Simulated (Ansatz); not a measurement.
## Sn2O5: energy above lowest point and pressure against volume per atom

All results are calculated (Ansatz 0.2.0 development build). Equation of state of a cubic crystal from periodic Kohn-Sham density functional theory without spin; pressure corrected for the finite basis.

Cell of the first row (space group Pn-3m, No. 224):
```
CELL_PARAMETERS angstrom
5.24560 0.00000 0.00000
0.00000 5.24560 0.00000
0.00000 0.00000 5.24560
ATOMIC_POSITIONS crystal
Sn 0.00000 0.00000 0.00000
Sn 0.50000 0.50000 0.00000
Sn 0.50000 0.00000 0.50000
Sn 0.00000 0.50000 0.50000
O 0.50000 0.00000 0.00000
O 0.00000 0.50000 0.00000
O 0.00000 0.00000 0.50000
O 0.50000 0.50000 0.50000
O 0.75000 0.75000 0.25000
O 0.75000 0.25000 0.75000
O 0.25000 0.75000 0.75000
O 0.75000 0.25000 0.25000
O 0.25000 0.75000 0.25000
O 0.25000 0.25000 0.75000
```

Settings of every row: formula Sn2O5; structure type cubic X2O5; functional PBE; spin treatment none; k mesh 10x10x10; occupation method fermi-dirac; occupation width 0.061225619 eV; wave cutoff 420 eV; datasets soft-1 PAW; density cutoff ratio 4.

Limits: a cubic model structure, not a phase known at ambient conditions; modest k-mesh, values are not fully converged in k; no spin polarisation, a magnetic state may lie lower.

```csv
row,volume per atom (Å³),energy above lowest point (meV/atom),pressure (GPa)
1,10.31,19.77,10.292
2,10.53,8.37,6.423
3,10.749,1.97,2.989
4,10.968,0,-0.058
5,11.188,1.97,-2.756
6,11.407,7.39,-5.142
7,11.626,?,?
```

Question: what energy above lowest point and pressure should row 7 give?

Worked fit of energy above lowest point. Take u = (V_r/V)^(2/3) − 1 with V_r = 10.858 Å³ an atom, which is twice the finite (Eulerian) strain; such expansions in the strain, on which the Birch-Murnaghan equation of state is built, carry the rest volume and the bulk modulus. The shown rows have u = 0.03513, 0.02066, 0.00675, -0.0067, -0.01976, -0.03235. Least squares give energy above lowest point = 0.477 + 145.98 × u + 11293.4 × u² + 5316 × u³ meV/atom; a parabola predicts inner rows, each left out in turn, worse (root mean square 0.067 against 0.018 meV/atom). The rows lie off it by 0.00, 0.01, -0.01, 0.00, 0.01, 0.00. Its lowest point lies at u = -0.0065, or V = 10.96 Å³ an atom, and the curvature there gives the bulk modulus at fixed shape and fractions, B = (4/9)(1 + u)² E″(u)/V = 143 GPa. The withheld row has u = -0.04454, so the fit gives 0.477 + 145.98 × (-0.04454) + 11293.4 × (-0.04454)² + 5316 × (-0.04454)³ = 15.91 meV/atom.

The calculation gave 15.91 meV/atom. The fit meets it to the printed digit. This row lies beyond the range of the fit.

Worked fit of pressure. Take u = (V_r/V)^(2/3) − 1 with V_r = 10.858 Å³ an atom, which is twice the finite (Eulerian) strain; such expansions in the strain, on which the Birch-Murnaghan equation of state is built, carry the rest volume and the bulk modulus. The shown rows have u = 0.03513, 0.02066, 0.00675, -0.0067, -0.01976, -0.03235. Least squares give pressure = 1.4293 + 226.62 × u + 729.72 × u² GPa; a straight line predicts inner rows, each left out in turn, worse (root mean square 0.32 against 0.0063 GPa). The rows lie off it by 0.001, 0.000, -0.003, -0.002, 0.008, -0.004 (root mean square 0.004 GPa). The pressure vanishes at u = -0.0064, or V = 10.96 Å³ an atom, and there the bulk modulus at fixed shape and fractions is B = −V dP/dV = (2/3)(1 + u) dP/du = 144 GPa. The withheld row has u = -0.04454, so the fit gives 1.4293 + 226.62 × (-0.04454) + 729.72 × (-0.04454)² = -7.217 GPa.

The calculation gave -7.25 GPa. The fit lies 0.033 GPa (0.19 % of the column's range) above it; its largest miss of a shown row is 0.008 GPa. This row lies beyond the range of the fit.
